**Kα1, K and L3 energies from Rb to Xe: Dirac scaling and the 5s/4d count**

The table holds Kα1 line energies and K and L3 binding energies of free neutral fifth-period atoms from Dirac-Fock ΔSCF with configuration averaging, Breit and QED terms and no correlation. The program compares Moseley's law with a screened Dirac formula for the line, each with one screening constant, and measures the offsets of Zr, Tc, Pd and Cd from a cubic through the 5s¹ atoms. The Dirac form lowers the rms miss from 245 to 38 eV, though its screening constant still drifts from 1.17 to 1.29. Tc lies 4.3 to 4.5 eV above and Pd 4.7 to 5.0 eV below the 5s¹ curve in both K and L3, while only about 0.2 eV survives in Kα1. Relaxation accounts for 13 to 17 % of these offsets, and the Gaunt term runs smoothly through Rh and Pd.

Calculated values. Radial Dirac-Fock and Kohn-Sham solver 2: Kα1 line energies and K and L3 binding energies of free neutral atoms in their tabulated ground configurations. Dirac-Fock ΔSCF with configuration averaging, Fermi nucleus, first-order frequency-dependent Breit interaction, self-energy and vacuum polarisation; no correlation.

## Program and output

```python
# Table: K-alpha1, K and L3 binding energies (eV), neutral free atoms Rb-Xe (no Y); radial Dirac-Fock solver,
# Delta-SCF, configuration average, Breit + QED, no correlation. Tested: Moseley vs Dirac screened-hydrogenic
# scaling of the line, and whether irregular rows follow the 5s/4d count as a shift common to K and L3.
T = {
    'ion': ['Rb', 'Sr', 'Zr', 'Nb', 'Mo', 'Tc', 'Ru', 'Rh', 'Pd', 'Ag', 'Cd', 'In', 'Sn', 'Sb', 'Te', 'I', 'Xe'],
    'Z': [37, 38, 40, 41, 42, 43, 44, 45, 46, 47, 48, 49, 50, 51, 52, 53, 54],
    'k_alpha1': [13393.7, 14163.5, 15773.4, 16613.8, 17477.8, 18365.5, 19277.8, 20214.3, 21175.6, 22161.3, 23172.0, 24208.0, 25269.5, 26356.8, 27470.2, 28609.9, 29776.3],  # eV
    'k_binding': [15205.4, 16113.0, 18006.0, 18990.7, 20007.0, 21056.1, 22125.4, 23228.0, 24355.1, 25521.1, 26718.0, 27947.2, 29207.4, 30498.8, 31821.7, 33176.6, 34563.5],  # eV
    'l3_binding': [1811.7, 1949.5, 2232.6, 2376.8, 2529.2, 2690.6, 2847.6, 3013.7, 3179.5, 3359.9, 3546.0, 3739.2, 3937.9, 4142.0, 4351.6, 4566.6, 4787.1],  # eV
}
import numpy as np
from scipy.constants import alpha, physical_constants as pc
from scipy.optimize import brentq, minimize_scalar
ion = T['ion']; Z = np.array(T['Z'], float); ix = {s: i for i, s in enumerate(ion)}
A, K, L = (np.array(T[k], float) for k in ('k_alpha1', 'k_binding', 'l3_binding'))
mc2 = pc['electron mass energy equivalent in MeV'][0]*1e6; Ry = pc['Rydberg constant times hc in eV'][0]
s1 = lambda z: mc2*(1-np.sqrt(1-(z*alpha)**2)); p3 = lambda z: mc2*(1-np.sqrt(1-(z*alpha)**2/4))
dk = lambda z: s1(z)-p3(z); nr = lambda z: 0.75*Ry*z**2
sig = lambda f, E, z: z-brentq(lambda x: f(x)-E, 1, 100)
clo = np.abs(A-(K-L)).max()
print(f"max|Ka1-(K-L3)| = {clo:.1f} eV; rounding +-0.05 eV (rms 0.029); Xe/Rb: Ka1 {A[-1]/A[0]:.3f} K {K[-1]/K[0]:.3f} L3 {L[-1]/L[0]:.3f}")
sN = np.array([sig(nr, e, z) for e, z in zip(A, Z)]); sD = np.array([sig(dk, e, z) for e, z in zip(A, Z)])
st = lambda y: np.r_[np.nan, np.diff(y)/np.diff(Z)]
print("ion Z | sigma: Ka nonrel, Ka Dirac, K Dirac, L3 Dirac | step per Z from row above: K, L3, Ka (eV), sqrt(Ka)")
for i, s in enumerate(ion):
    print(f"{s:2s} {Z[i]:.0f} | {sN[i]:6.3f} {sD[i]:.3f} {sig(s1,K[i],Z[i]):.3f} {sig(p3,L[i],Z[i]):.2f} | {st(K)[i]:7.1f} {st(L)[i]:6.1f} {st(A)[i]:7.1f} {st(np.sqrt(A))[i]:.3f}")
print(f"Moseley sqrt step {np.sqrt(.75*Ry):.3f} eV^0.5; sigma spread nonrel {np.ptp(sN):.3f}, Dirac {np.ptp(sD):.3f}")
for nm, f, s0 in (("nonrel sigma=1", nr, 1.0), ("nonrel fitted", nr, None), ("Dirac fitted", dk, None)):
    s = s0 if s0 else minimize_scalar(lambda t: np.sum((f(Z-t)/A-1)**2), bounds=(-1, 3), method='bounded').x
    r = f(Z-s)-A; w = np.argmax(abs(r))
    print(f"{nm}: sigma {s:.3f}, rms {np.sqrt(np.mean(r**2)):.0f} eV, Rb {r[0]:+.0f}, Xe {r[-1]:+.0f}, worst {ion[w]} {r[w]:+.0f} eV ({100*r[w]/A[w]:+.2f}%)")
print("model Dirac minus nonrel at row's Dirac sigma: " + ", ".join(f"{ion[i]} {A[i]-nr(Z[i]-sD[i]):.0f} eV ({100*(1-nr(Z[i]-sD[i])/A[i]):.1f}%)" for i in (0, -1)))
# typed below: further outputs of the same runs (eV), less well vetted than the table
koop = {'Nb': (19100.3, 2413.6), 'Pd': (24492.9, 3222.2), 'Sb': (30668.4, 4187.9)}
for s, (k, l) in koop.items():
    i = ix[s]
    print(f"{s}: final minus frozen-orbital K {K[i]-k:+.1f}, L3 {L[i]-l:+.1f}, Ka {A[i]-k+l:+.1f} eV; Dirac sigma frozen {sig(dk,k-l,Z[i]):.3f}, final {sD[i]:.3f}")
pdp = -64.6925-52.6715+3.71766+3.46017
print(f"Pd K: relaxation+Gaunt+retardation+vac.pol. = {pdp:.1f} eV; rest (self-energy by difference) {K[ix['Pd']]-koop['Pd'][0]-pdp:.1f} eV")
G = {37: -25.923, 38: -28.2835, 40: -33.4345, 42: -39.1875, 44: -45.5904, 45: -49.0472, 46: -52.6715, 47: -56.4965, 53: -83.6847}
SE = {37: -13.249, 38: -14.5133, 44: -23.9892, 50: -37.204}
ex = {}
for nm, d in (("K Gaunt", G), ("K self-energy", SE)):
    x = np.log(list(d)); y = np.log(-np.array(list(d.values()))); p = np.polyfit(x, y, 1); ex[nm] = p[0]
    print(f"{nm} ~ Z^{p[0]:.2f}, max misfit {100*abs(np.polyval(p,x)-y).max():.1f}%")
print(f"Gaunt as % of K: Rb {100*G[37]/K[ix['Rb']]:.2f}, I {100*G[53]/K[ix['I']]:.2f}")
fam = [ix[s] for s in ('Nb', 'Mo', 'Ru', 'Rh', 'Ag')]  # standard 4d^n 5s1 ground configurations
V = np.vander(Z-44, 4); P = np.linalg.pinv(V[fam]); off = {}
print("cubic through 5s1 rows Nb Mo Ru Rh Ag (1 dof), max resid eV: " + ", ".join(f"{n} {abs(y[fam]-V[fam]@P@y[fam]).max():.2f}" for n, y in (("K", K), ("L3", L), ("Ka", A))))
for s, n5 in (('Zr', 2), ('Tc', 2), ('Pd', 0), ('Cd', 2)):
    w = V[ix[s]]@P; off[s] = [y[ix[s]]-w@y[fam] for y in (K, L, A)]
    tag = "extrapolated" if s in ('Zr', 'Cd') else "interpolated"
    print(f"{s} 5s{n5} offset eV: K {off[s][0]:+.2f} L3 {off[s][1]:+.2f} Ka {off[s][2]:+.2f} (|Ka/L3| {abs(off[s][2]/off[s][1]):.2f}); rounding rms {0.029*np.sqrt(1+w@w):.2f}, {tag}")
rK = np.diff([-60.5464, -62.1602, -63.1089, -64.6925])  # K relaxation Tc Ru Rh Pd
print(f"K relaxation steps Tc-Ru {rK[0]:.2f}, Ru-Rh {rK[1]:.2f}, Rh-Pd {rK[2]:.2f} eV; excess/offset Tc {100*(rK[1]-rK[0])/off['Tc'][0]:.0f}%, Pd {100*(rK[2]-rK[1])/off['Pd'][0]:.0f}%")
rL = -34.193-0.5*(-33.572-36.318)  # L3 relaxation Tc against the Nb-Rh line
print(f"L3 relaxation, Tc above Nb-Rh line: {rL:+.2f} eV = {100*rL/off['Tc'][1]:.0f}% of L3 offset")
print(f"K Gaunt second differences: Rh {G[44]-2*G[45]+G[46]:+.3f}, Pd {G[45]-2*G[46]+G[47]:+.3f} eV")
for n, y in (("K", K), ("L3", L), ("Ka", A)):
    print(f"2nd diff {n} eV (rounding rms 0.07): " + " ".join(f"{ion[i]} {y[i+1]-2*y[i]+y[i-1]:.1f}" for i in range(ix['Nb'], len(ion)-1)))
assert clo < 0.15
assert np.ptp(sD) < np.ptp(sN)/3 and 3.0 < ex["K Gaunt"] < 3.6
assert min(off['Tc'][:2]) > 0 > max(off['Pd'][:2])
assert all(abs(off[s][2]) < 0.25*abs(off[s][1]) for s in ('Tc', 'Pd'))
```

Running it gives:

```
max|Ka1-(K-L3)| = 0.1 eV; rounding +-0.05 eV (rms 0.029); Xe/Rb: Ka1 2.223 K 2.273 L3 2.642
ion Z | sigma: Ka nonrel, Ka Dirac, K Dirac, L3 Dirac | step per Z from row above: K, L3, Ka (eV), sqrt(Ka)
Rb 37 |  0.771 1.166 3.819 13.94 |     nan    nan     nan nan
Sr 38 |  0.744 1.174 3.859 14.08 |   907.6  137.8   769.8 3.279
Zr 40 |  0.684 1.189 3.943 14.41 |   946.5  141.5   804.9 3.291
Nb 41 |  0.650 1.196 3.988 14.60 |   984.7  144.2   840.4 3.302
Mo 42 |  0.614 1.203 4.030 14.77 |  1016.3  152.4   864.0 3.309
Tc 43 |  0.576 1.210 4.068 14.91 |  1049.1  161.4   887.7 3.316
Ru 44 |  0.535 1.217 4.113 15.11 |  1069.3  157.0   912.3 3.325
Rh 45 |  0.492 1.224 4.154 15.28 |  1102.6  166.1   936.5 3.332
Pd 46 |  0.446 1.231 4.198 15.47 |  1127.1  165.8   961.3 3.341
Ag 47 |  0.398 1.238 4.234 15.62 |  1166.0  180.4   985.7 3.348
Cd 48 |  0.347 1.245 4.269 15.77 |  1196.9  186.1  1010.7 3.357
In 49 |  0.293 1.252 4.302 15.90 |  1229.2  193.2  1036.0 3.366
Sn 50 |  0.237 1.259 4.334 16.04 |  1260.2  198.7  1061.5 3.375
Sb 51 |  0.178 1.266 4.366 16.17 |  1291.4  204.1  1087.3 3.384
Te 52 |  0.115 1.274 4.397 16.31 |  1322.9  209.6  1113.4 3.394
I  53 |  0.050 1.281 4.428 16.44 |  1354.9  215.0  1139.7 3.403
Xe 54 | -0.019 1.288 4.458 16.57 |  1386.9  220.5  1166.4 3.413
Moseley sqrt step 3.194 eV^0.5; sigma spread nonrel 0.789, Dirac 0.122
nonrel sigma=1: sigma 1.000, rms 630 eV, Rb -169, Xe -1113, worst Xe -1113 eV (-3.74%)
nonrel fitted: sigma 0.476, rms 245 eV, Rb +219, Xe -543, worst Xe -543 eV (-1.82%)
Dirac fitted: sigma 1.222, rms 38 eV, Rb -43, Xe +78, worst Xe +78 eV (+0.26%)
model Dirac minus nonrel at row's Dirac sigma: Rb 291 eV (2.2%), Xe 1423 eV (4.8%)
Nb: final minus frozen-orbital K -109.6, L3 -36.8, Ka -72.9 eV; Dirac sigma frozen 1.111, final 1.196
Pd: final minus frozen-orbital K -137.8, L3 -42.7, Ka -95.1 eV; Dirac sigma frozen 1.134, final 1.231
Sb: final minus frozen-orbital K -169.6, L3 -45.9, Ka -123.7 eV; Dirac sigma frozen 1.155, final 1.266
Pd K: relaxation+Gaunt+retardation+vac.pol. = -110.2 eV; rest (self-energy by difference) -27.6 eV
K Gaunt ~ Z^3.26, max misfit 0.1%
K self-energy ~ Z^3.43, max misfit 0.0%
Gaunt as % of K: Rb -0.17, I -0.25
cubic through 5s1 rows Nb Mo Ru Rh Ag (1 dof), max resid eV: K 0.01, L3 0.00, Ka 0.01
Zr 5s2 offset eV: K +3.30 L3 +3.72 Ka -0.13 (|Ka/L3| 0.03); rounding rms 0.11, extrapolated
Tc 5s2 offset eV: K +4.28 L3 +4.48 Ka -0.22 (|Ka/L3| 0.05); rounding rms 0.04, interpolated
Pd 5s0 offset eV: K -4.71 L3 -4.95 Ka +0.22 (|Ka/L3| 0.04); rounding rms 0.04, interpolated
Cd 5s2 offset eV: K +5.91 L3 +5.90 Ka -0.28 (|Ka/L3| 0.05); rounding rms 0.10, extrapolated
K relaxation steps Tc-Ru -1.61, Ru-Rh -0.95, Rh-Pd -1.58 eV; excess/offset Tc 16%, Pd 13%
L3 relaxation, Tc above Nb-Rh line: +0.75 eV = 17% of L3 offset
K Gaunt second differences: Rh -0.168, Pd -0.201 eV
2nd diff K eV (rounding rms 0.07): Nb 31.6 Mo 32.8 Tc 20.2 Ru 33.3 Rh 24.5 Pd 38.9 Ag 30.9 Cd 32.3 In 31.0 Sn 31.2 Sb 31.5 Te 32.0 I 32.0
2nd diff L3 eV (rounding rms 0.07): Nb 8.2 Mo 9.0 Tc -4.4 Ru 9.1 Rh -0.3 Pd 14.6 Ag 5.7 Cd 7.1 In 5.5 Sn 5.4 Sb 5.5 Te 5.4 I 5.5
2nd diff Ka eV (rounding rms 0.07): Nb 23.6 Mo 23.7 Tc 24.6 Ru 24.2 Rh 24.8 Pd 24.4 Ag 25.0 Cd 25.3 In 25.5 Sn 25.8 Sb 26.1 Te 26.3 I 26.7
```
